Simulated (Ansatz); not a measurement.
# Energies of collinear magnetic orders in LiMnPO4 (Pnma) from PBEsol+U, with effective couplings for two Mn–Mn shells

The decision is which spin pattern to impose on LiMnPO4 in further cathode or magnetoelectric calculations, and whether a few pair couplings can replace separate runs for other patterns. For a cathode the stake is calculable: with one Li per Mn, each meV per Mn by which the imposed order of the lithiated phase lies above the lowest one lowers a calculated mean voltage by one mV, if the delithiated phase is left unchanged. For magnetic properties the choice of pattern is decisive. We compare collinear orders of the four Mn atoms in the primitive cell, with atoms fixed, at PBEsol with U = 4 eV on Mn. Energies are per Mn atom and are measured from the parallel order, so a negative value means more stable than parallel.

## Set-up

One system, LiMnPO4 (Pnma), 28 atom(s) a primitive cell, from measured cells of the Crystallography Open Database (measured order: antiferro (arxiv:1702.01138)). Ansatz 0.2.0, plane waves with default PAW datasets, cutoff 420 eV, Fermi-Dirac smearing of 0.02 eV, k meshes whose coarsest spacing along a reciprocal vector is 0.26 1/Å over all runs (2π included). Functional: PBEsol with Hubbard U (eV) Mn 4; collinear spins, no spin-orbit coupling. Atoms are fixed. Each order is started from typed moments on Mn, in the primitive cell, on the same k mesh for all orders; only runs that kept their pattern of signs are listed. Runs that did not converge or carry a known fault are not listed. The same in all rows: sum of e_i.e_j over the 2 Mn neighbours at 4.74 Å, mean over magnetic atoms (+1 parallel, -1 opposed): 2.0; largest site spin moment: 4.21 μB; metal or insulator in the row's run, judged by its smearing entropy or density of states at the Fermi energy (a gap under a few smearing widths counts as a metal): insulator.

Notes on method and selection:

- In a Heisenberg model with E = -sum over ordered pairs of J e_i.e_j, the energy per magnetic atom is E0 less the sum over shells of J times the listed sum; further shells and changes of moment size are outside it.
- Each state is what a run reaches from typed starting moments; only a few collinear orders were started, so the lowest found need not be the ground state. Spin-orbit coupling is left out of these energies, which are free energies at the smearing width. A magnetic atom is one that was given a starting moment.
- Site moments count the spin inside each program's own atomic sphere, so they depend somewhat on its radius and leave out the spin between the spheres.
- Under a Hubbard U the orbital state was not searched.
- Ansatz's own search for a lower self-consistent state was switched off in these runs, so a run may rest in a state that is not the lowest for its pattern of moments.
- The shell on the horizontal axis is the one of the three whose sum correlates best with the energies.
- Runs that did not converge, have known faults or may not be shown are not listed, and runs on Ansatz's PAW sets soft_1 and soft_2 are kept to separate tables.

Columns:

- shell at 3.92 Å: sum of e_i.e_j over the 4 Mn neighbours at 3.92 Å, mean over magnetic atoms (+1 parallel, -1 opposed).
- shell at 5.50 Å: sum of e_i.e_j over the 2 Mn neighbours at 5.50 Å, mean over magnetic atoms (+1 parallel, -1 opposed).
- net moment (μB): size of the net spin moment per magnetic atom.
- energy (meV): energy less that of the parallel order, per magnetic atom.

## Results

| member | shell at 3.92 Å | shell at 5.50 Å | net moment (μB) | energy (meV) |
| --- | --- | --- | --- | --- |
| opposed +--+ | −4 | −2 | 0.0 | −12.68 |
| opposed +-+- | −4 | 2 | 0.0 | −11.09 |
| partly opposed +++- | 0 | 0 | 2.5 | ? |
| opposed ++-- | 4 | −2 | 0.0 | −2.59 |
| parallel ++++ | 4 | 2 | 5.0 | 0.00 |

Cells marked ? are withheld until the estimate has been made.

## Interpretation

Among the four orders with a shown energy, +--+ is lowest at −12.68 meV, and +-+- lies 12.68 − 11.09 = 1.59 meV above it. Both have all four neighbours at 3.92 Å opposed. The two orders with these neighbours parallel lie much higher, at −2.59 and 0.00 meV.

Averaged over the two settings of the 5.50 Å shell, turning the 3.92 Å shell from opposed to parallel costs (12.68 − 2.59 + 11.09) / 2 = 10.59 meV. The sum changes by 8, so the coupling is J = −10.59 / 8 = −1.32 meV in the convention of the set-up, where negative J favours opposed spins. For the 5.50 Å shell the mean cost is (2.59 + 1.59) / 2 = 2.09 meV over a change of 4, giving J = −2.09 / 4 = −0.52 meV. Both are effective values: more distant pairs that join the same sites change sign together with the shell, so their couplings are folded in.

The signs are those expected from superexchange. The net moment of 5.0 μB per Mn in the parallel order fits a half-filled, high-spin d shell. An electron can then hop virtually to a neighbouring Mn only if the neighbour's spin is opposed, and this hopping lowers the energy by an amount that scales as t²/U, with t the effective hopping. Neighbours at 3.92 Å are linked through a shared oxygen, while those at 5.50 Å are linked through phosphate groups, which should make t smaller.

The two couplings do not reproduce the four energies exactly. Turning the 5.50 Å shell parallel costs 1.59 meV when the nearest neighbours are opposed and 2.59 meV when they are parallel. A least-squares fit of a constant and two couplings therefore misses each order by 1.00 / 4 = 0.25 meV, small beside the 12.68 meV spread. A coupling between more distant Mn atoms would produce such a mismatch.

The third shell, at 4.74 Å, is parallel in every order, so its coupling is absorbed in the constant. The account of the energies thus rests on two shells, and orders that alternate along the 4.74 Å direction remain outside the comparison.

## Prediction

Plain estimates from the members shown:

- partly opposed +++-, mean of the 4 members shown: −6.59 meV, standard deviation 5.4

For +++- we use the mean of the four shown orders, because here it follows from the pair model. The sums over the 3.92 and 5.50 Å shells are both zero for +++-, and they also average to zero over the four shown orders. The 4.74 Å sum is 2.0 throughout. The model therefore gives

(−12.68 − 11.09 − 2.59 + 0.00) / 4 = −6.59 meV.

More distant pair couplings leave this value unchanged. With four equivalent Mn sites, reversing one spin makes every class of pairs between different sites half parallel and half opposed, and the same balance holds on average over the four shown orders. Four-spin terms or changes of moment size could shift the result, but no column supplies a correction for them. A different orbital state is unlikely for a half-filled d shell, and the runs were steered towards the same kind of state.

The standard deviation of 5.4 meV among the shown orders mostly reflects the couplings themselves and is not the error of this route. As a trial, the two-shell model predicts the parallel order from the other three as −2.59 − 11.09 + 12.68 = −1.00 meV, against 0.00 meV. If that miss came from independent errors of equal size in the four energies, each would be 1.00 / 2 = 0.50 meV, and their mean would carry 0.50 / 2 = 0.25 meV. We take this as one standard deviation.

**Committed estimate, partly opposed +++-: energy = −6.59 ± 0.25 meV.**

## The withheld result

| member | shell at 3.92 Å | shell at 5.50 Å | net moment (μB) | energy (meV) |
| --- | --- | --- | --- | --- |
| partly opposed +++- | 0 | 0 | 2.5 | −6.59 |

| member | estimate | energy (meV) | computed | estimate − computed | miss in error bars |
| --- | --- | --- | --- | --- | --- |
| partly opposed +++- | committed | −6.59 | −6.59 | 0.00 | 0.0 |
| partly opposed +++- | mean | −6.59 | −6.59 | 0.00 |  |

The estimate of −6.59 meV agrees with the computed value to the printed digit and lies inside its error bar of 0.25 meV. It is no better than the plain mean of the other four orders, because it was that mean.

The argument from balanced pairs held. The four fully parallel or half-reversed orders share the same sign for the product of all four spins, while +++- has the opposite sign. A sizeable four-spin term would therefore have moved +++- away from the mean, and no such shift is seen at the printed precision.

The error bar was derived less well. We treated the 1.00 meV misfit of the two-shell model as independent errors in the energies, although a further pair coupling would cause the same misfit and cancel in the mean. Had the errors been independent, the energy of +++- would have carried one too, which the bar left out. The close agreement favours a further pair coupling over independent errors. It supports energies that add up pair by pair, as superexchange would give, but does not identify the exchange path.

## Members off the line

Least-squares fits to the whole series, with x = shell at 3.92 Å; R² and errors in the fitted variable (y, or ln y where the fit is in ln y):

| y | members | fit | R² | rms residual | leave-one-out rms | the same for the mean of the others |
| --- | --- | --- | --- | --- | --- | --- |
| energy (meV) | 5 | y = −6.590 + 1.324 x | 0.96 | 0.96 | 1.7 | 6.0 |

Largest departures from the fit to the whole series:

| member | energy (meV) | fit | computed − fit | in rms residuals |
| --- | --- | --- | --- | --- |
| opposed ++-- | −2.59 | −1.29 | −1.30 | 1.3 |
| parallel ++++ | 0.00 | −1.29 | +1.29 | 1.3 |
| opposed +-+- | −11.09 | −11.89 | +0.80 | 0.8 |
| opposed +--+ | −12.68 | −11.89 | −0.79 | 0.8 |

No order stands out from the one-shell fit: the largest departures, −1.30 meV for ++-- and +1.29 meV for ++++, are only 1.3 rms residuals. Their signs follow the omitted 5.50 Å shell, which lowers the energy when opposed and raises it when parallel, by 2.09 / 2 = 1.05 meV on average. The remaining 0.25 meV or so in each of the four departures fits a weaker antiferromagnetic coupling between the remaining pairs of Mn sites, beyond the listed shells.

## Closing remarks

For further calculations in the primitive cell we would impose +--+, the lowest of the five orders. Using the parallel order for the lithiated phase alone would lower a calculated mean cathode voltage by about 13 mV. By symmetry these five cover every collinear pattern of four equivalent, fully polarised Mn atoms in that cell. Two effective couplings reproduce them to within about 0.25 meV, but the 4.74 Å coupling is undetermined, so orders in larger cells cannot be estimated from this table.

The energies also give a field scale for magnetic work. In a classical pair model without anisotropy, the field that turns +--+ fully parallel is twice the energy difference divided by the moment. With μB = 0.058 meV/T this is 2 × 12.68 / (5.0 × 0.058) = 87 T at this level, and a larger U would lower it.

Leaving out spin-orbit coupling should not change the ranking. Its anisotropy in a half-filled d shell is roughly 0.1 meV per Mn or less, well below the gap between the two lowest orders, and mainly sets the spin direction.
